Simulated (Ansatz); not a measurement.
Ligand exchange: Ge(CH3)3Br + CBrClF2 → Ge(CH3)3Cl + CBr2F2

Species: Ge(CH3)3Br (bromotrimethylgermane), singlet; CBrClF2 `FC(F)(Cl)Br`, singlet; Ge(CH3)3Cl (chlorotrimethylgermane), singlet; CBr2F2 (dibromodifluoromethane) `FC(F)(Br)Br`, singlet. The partners trade Br for Cl: Ge–Br and C–Cl bonds give way to Ge–Cl and C–Br.

Shapes, held fixed at every level: PBE0-D4/def2-TZVP. Programs: Ansatz 0.2.0. The zero-point and thermal change to 298 K, harmonic and unscaled (PBE0-D4/def2-TZVP), is -0.6 kJ/mol.

```tsv
level	kind	ΔH(298 K) (kJ/mol)	less CCSD(T)/def2-TZVPP
HF/def2-TZVPP	Hartree–Fock	+13.9	+5.3
SPW92/def2-TZVPP	LDA	+10.8	+2.2
PBE-D4/def2-TZVPP	GGA	+7.9	-0.7
wB97X-V/def2-TZVPP	range-separated hybrid	+9.8	+1.2
B2PLYP/def2-TZVPP	double hybrid	+8.0	-0.6
CCSD(T)/def2-SVP	coupled cluster or CI	+16.6	+8.0
CCSD/def2-TZVPP	coupled cluster or CI	+9.2	+0.6
CCSD(T)/def2-TZVPP	coupled cluster or CI	+8.6	0.0
```

The highest level, CCSD(T)/def2-TZVPP, gives ΔH(298 K) = +8.6 kJ/mol; the levels span +7.9 to +16.6. The column of differences is taken from that level and isn't an error. No measured value is set beside it here. Relativity is left out for Br, Ge. Outer-core shells of Br, Ge are correlated in most correlated rows, in sets that cover them unevenly.

The exchange is mildly endothermic at every level, so bromine stays on germanium and chlorine on carbon. Electronegativity alone would suggest the opposite, since the more electropositive germanium should gain more from the more polar bond to chlorine. That carbon's preference for chlorine wins probably reflects size: the small, already halogen-crowded carbon overlaps less well with bromine's diffuse valence p orbitals, whereas germanium's longer bonds accommodate bromine at less cost.

Because the total number of bonds is conserved, though not their types, much of the correlation energy cancels, yet Hartree–Fock still overshoots at +13.9 kJ/mol. Correlation thus favours the products, perhaps through attraction between the two polarisable bromines in CBr2F2. Triples matter little, but the basis matters greatly: CCSD(T) falls from +16.6 to +8.6 kJ/mol between the two sets, a shift comparable to the reaction enthalpy itself. The sign is therefore better supported than the magnitude, and the close agreement of PBE-D4 and B2PLYP with the highest level doesn't establish their accuracy. The equilibrium position would also require the reaction entropy.
